How far apart are the singlet and the quintet of the small metal cluster AlCu$_2^+$, and why does the answer first rise and then fall as exact exchange replaces the exchange of the PBE functional? The two states differ in spin and in shape: the singlet is a straight Cu–Al–Cu chain, the quintet a triangle. Their energy difference, the spin gap, therefore contains the cost of rearranging the atoms as well as that of unpairing electrons. Each state keeps its structure along the series, so whatever changes from row to row comes from the electrons. The size of the gap is less certain than this comparison: the structures come from short searches, which may have missed a lower isomer of either spin, and spin-orbit coupling is left out.

Spin gap of AlCu$_2^+$, taken as the energy of the quintet minus that of the singlet, each at its own fixed geometry. Calculated with Ansatz 0.2.0 using the PBE functional with the listed share of its exchange replaced by exact exchange, the def2-TZVP basis and no dispersion correction.

```tsv
exact exchange (%)	spin gap (kJ/mol)
0	447.0
5	451.0
10	454.7
15	458.3
25	464.8
35	468.1
50	448.0
```

The rows at 0 and 50 % exact exchange differ by only 1 kJ/mol. Someone who computed just these two would conclude that the gap hardly depends on the functional. The rows between them show otherwise: the gap climbs by 21 kJ/mol up to 35 % and then loses 20 kJ/mol. The near agreement of the end points comes from two opposite changes, and each needs its own explanation.

The rise follows from a simple rule about self-consistent energies. Let $a$ be the share of exact exchange, running from 0 to 1. The energy of one state is

$$E(a)=E_{\mathrm{PBE}}+a\,\left(E_x^{\mathrm{exact}}-E_x^{\mathrm{PBE}}\right),$$

where the bracket is the exact exchange energy minus the PBE exchange energy, both taken with the orbitals of that state. When $a$ changes a little, the orbitals change too, but this has no first-order effect, because they already minimise the energy. The slope of $E(a)$ is therefore the bracket itself.

The slope of the spin gap is then the bracket of the quintet minus the bracket of the singlet. At the start of the series it is about 0.8 kJ/mol per per cent, or roughly 80 kJ/mol when scaled to a full replacement. The positive sign has a direct meaning: compared with exact exchange, PBE exchange treats the quintet more favourably than the singlet. Each added per cent of exact exchange removes part of that advantage, and the quintet moves up relative to the singlet. In absolute terms the quintet rises only at first: at 35 % both states lie lower than in PBE, the singlet by 39 kJ/mol and the quintet by only 18.

This direction may surprise readers who know hybrid functionals from transition-metal complexes, where more exact exchange usually favours high spin. That experience belongs to partly filled d shells, in which the competing states distribute the same d electrons differently between paired and parallel spins. In the singlet of this cluster the d shells of both copper atoms are full, and only two further electron pairs remain, in valence orbitals built mainly from outer s and p functions. The familiar comparison of two states with the same open d shell therefore does not apply, and its sign cannot simply be carried over. Which orbitals of the quintet give it its advantage in PBE is a question that the total energies leave open.

The rise also slows down, and the same picture explains why. As $a$ grows, the orbitals adapt to the new functional, and each state gains some energy by doing so. The energy curve of each state therefore bends downwards. The gap inherits the difference of the two bends, and its gentle flattening up to 25 % means that the quintet gains slightly more from this adaptation than the singlet. A smooth curve with a constant, a linear and a quadratic term, fitted to the five rows from 0 to 25 %, reproduces them within the precision of the table.

If the same two states continued beyond 25 %, the next value could be worked out by hand. From 5 to 15 % the gap grows by 7.3 kJ/mol, and from 15 to 25 % by 6.5. The increment shrinks by 0.8 for each ten per cent, so the next one should be 5.7:

$$464.8+(6.5-0.8)=470.5\ \mathrm{kJ/mol}.$$

The calculation at 35 %, which played no part in this estimate, gives 468.1 kJ/mol. The shortfall of 2.4 kJ/mol is small beside the gap, but rounding of the four values involved could produce at most 0.4. Something has begun to change between 25 and 35 %.

The total energies of the singlet show where to look. The same extrapolation, applied to the singlet alone, misses its energy at 35 % by only 0.3 kJ/mol. The quintet, whose energy is that of the singlet plus the gap, lies about 2 kJ/mol below its own extrapolation. Most of the early bend thus belongs to the quintet, while the singlet continues almost undisturbed.

At 50 % the departure is no longer subtle. The smooth curve, continued to this row, lies 30 kJ/mol above the computed gap. Stronger adaptation of the same two states is a poor explanation, because it would have to show up gradually in the earlier rows as well. A single parabola through all seven rows tests this idea and misses the row at 35 % by about 5 kJ/mol, although that row was part of the fit. The series looks like two pieces joined together rather than one strongly curved line.

Two pieces arise naturally when a second quintet solution takes over. More than 400 kJ/mol above the singlet there are several ways to place four unpaired electrons, and each has its own bracket and hence its own slope. A calculation that finds the lowest quintet follows one solution until another crosses below it. The gap then shows a downward kink, with no jump at the crossing itself. If the rows at 35 and 50 % both belong to the second solution, and the line between them is extended backwards, it meets the smooth curve near 34 % exact exchange. This position depends on that assumption and on treating the second piece as straight. A quintet that begins to change its character only beyond 25 % would also bend the curve downwards, without any crossing, and two rows cannot tell these cases apart.

One candidate for the second solution, so far untested, is a quintet with a hole in the d shell of a single copper atom. Ten electrons crowded into one d shell avoid each other in a correlated way, and this correlation lowers the energy of the full shell considerably. PBE exchange imitates part of this effect and exact exchange does not, while the correlation part of the functional stays the same in every row. More exact exchange therefore tends to penalise the full shell. A quintet that has given up one d electron would escape part of this penalty, whereas the singlet, with both shells full, would not. This effect pulls its gap to the singlet down as exact exchange is added, which is the direction seen between 35 and 50 %. The earlier rise would then need a different first quintet: one with full d shells, or one whose d hole is spread over both copper atoms. PBE is known to favour such spread-out holes too much, and exact exchange removes that advantage, so the gap could rise until a hole on one atom becomes cheaper. Neither possibility has been tested.

The orbital energies of the singlet seem at first to speak against this candidate. The highest pair of d levels lies 0.7 eV below the highest occupied orbital in PBE and already 1.2 eV below it at 10 % exact exchange, as if a d electron became harder to promote. An orbital energy, however, is only the initial rate at which the total energy changes when charge is taken out of that level. In a complete d-hole state the remaining electrons contract around the hole, and that gain is absent from the level diagram of the singlet. The sinking d levels therefore do not rule the candidate out. The same diagram even gives a hint about the first quintet. With full d shells, four unpaired electrons would mean breaking both valence pairs, and the lower pair lies 3.8 eV below the highest occupied orbital in PBE, far deeper than the d levels. A d hole may thus be present from the start.

The fall at 50 % has another possible source. The gap would also shrink if the singlet calculation at this share had settled on a solution above its lowest one. The bend at 35 % makes the quintet the more probable culprit, since it appears there while the singlet is still on its smooth course. It does not settle the matter for the last row. Nor is the quintet found guaranteed to be the lowest one in any row. Tests on other systems have shown that calculations of this kind can end with an occupied level above an empty one of the other spin. The runs used here carry no such warning, and at 50 % the highest occupied level of the quintet lies below its lowest empty one. Levels in the right order do not prove, however, that no lower quintet exists. The analysis printed below gives the fitted curves and the division of the bend between the two states.

For a neighbouring cluster, the initial trend can be estimated from a single level of theory: evaluate exact and PBE exchange with the converged PBE orbitals of both states, and the difference of the two brackets gives the starting slope. That slope holds only as long as both states keep their electronic configuration. A sudden change of slope is a reason to compare d populations and spin densities on either side of it before the values are joined into one trend. Here such a comparison of the quintet at 25, 35 and 50 % would address the open question: whether a copper d electron is among the unpaired ones, and whether its hole is shared by both copper atoms or sits on one.

The analysis program printed:

```
fit of spin_gap on 5 rows (exact_exchange < 30): constant 447 +/- 0.029, coefficient of exact_exchange 0.8124 +/- 0.0056, coefficient of exact_exchange**2 -0.004032 +/- 0.00021; rms 0.02, worst 10 0.0306, leave-one-out rms 0.0411
  rows outside the fit (model, value, miss): 35 470.5, 468.1, 2.41; 50 477.6, 448, 29.6
fit of spin_gap on 7 rows: constant 444.4 +/- 2.7, coefficient of exact_exchange 1.541 +/- 0.28, coefficient of exact_exchange**2 -0.02857 +/- 0.0054; rms 2.58, worst 35 -4.82, leave-one-out rms 9.78
Gap by steps (kJ/mol per %) and against the curve from 0-25 % (kJ/mol):
  row  'slope from row before'  'curve'  'computed minus curve'
    0                      n/a      447               -0.009426
    5                      0.8      451                 0.02916
   10                     0.74    454.7                -0.03063
   15                     0.72    458.3                 0.01119
   25                     0.65    464.8              -0.0002946
   35                     0.33    470.5                  -2.405
   50                    -1.34    477.6                  -29.55
Gap change from 0 to 35 % (kJ/mol): 21.1
Gap change from 35 to 50 % (kJ/mol): -20.1
Initial gap slope scaled to full replacement of PBE exchange (kJ/mol): 81.24
Singlet energy change from 0 to 35 % (kJ/mol): -39.12
Quintet energy change from 0 to 35 % (kJ/mol): -18.02
Singlet at 35 % minus its extrapolation from 5 and 15 and 25 % (kJ/mol): 0.3281
Gap at 35 % minus its extrapolation from 5 and 15 and 25 % (kJ/mol): -2.4
Quintet at 35 % minus its extrapolation from 5 and 15 and 25 % (kJ/mol): -2.072
Crossing if 35 and 50 % share a second quintet solution (% exact exchange): 33.71
Widening of the singlet HOMO-LUMO gap from 0 to 35 % (eV): 2.118
Rise of the spin gap from 0 to 35 % (eV): 0.2187
Depth of the top d pair below the singlet HOMO at 0 % (eV): 0.7044
Depth of the same d pair below the singlet HOMO at 10 % (eV): 1.208
```
